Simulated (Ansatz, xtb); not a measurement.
**A family of molecules: the dipole moment**

One atom is swapped for its congeners: SiH2(SiH3)F; SiH2(SiH3)Cl; SiH2(SiH3)Br. All are singlets with charge 0.

Shapes, held fixed at every level: PBE0-D4/def2-TZVP. Programs: Ansatz 0.2.0, xtb 6.7.1. Values in D.

| level | SiH2(SiH3)F | SiH2(SiH3)Br |
| --- | --- | --- |
| GFN0-xTB | 0.99 | 1.39 |
| PBE-D4/def2-TZVPP | 1.14 | 1.29 |
| r2SCAN-D4/def2-TZVPP | 1.18 | 1.38 |
| B3LYP-D4/def2-TZVPP | 1.24 | 1.41 |
| wB97M-V/def2-TZVPP | 1.21 | 1.46 |

**Question.** Estimate the column for SiH2(SiH3)Cl from its neighbours.

**Answer.** The mean of the neighbours at wB97M-V/def2-TZVPP is 1.33 D, against 1.33 from the run. All rows: GFN0-xTB 0.83; PBE-D4/def2-TZVPP 1.23; r2SCAN-D4/def2-TZVPP 1.30; B3LYP-D4/def2-TZVPP 1.33; wB97M-V/def2-TZVPP 1.33 D. At wB97M-V/def2-TZVPP the dipole moment rises at every step, from 1.21 to 1.46 D. 4 of 5 levels show this order throughout; 4 agree on the largest and the smallest. Relativity is left out for Br unless named.

The dipole moment grows from fluoride to bromide at all four density-functional levels, although the halogen's electronegativity falls down the group. A dipole reflects charge separation and distance together: the Si–X bond becomes less ionic but longer, and here the added length probably slightly outweighs the lost charge. The hydridic Si–H bonds also contribute to the total, so it is not a direct measure of Si–X polarity.

Because these opposing changes nearly cancel, the density-functional series is smooth and the chloride falls close to the mean of its neighbours. GFN0-xTB breaks the pattern: its chloride value of 0.83 D lies below both neighbours, so interpolation fails there, perhaps because its element-specific charge parameters do not vary smoothly down the group. The order is better supported than the magnitudes, since the functionals spread from 1.29 to 1.46 D for the bromide alone, more than the typical step between adjacent halides. Good interpolation at chlorine does not justify extrapolation to the iodide.
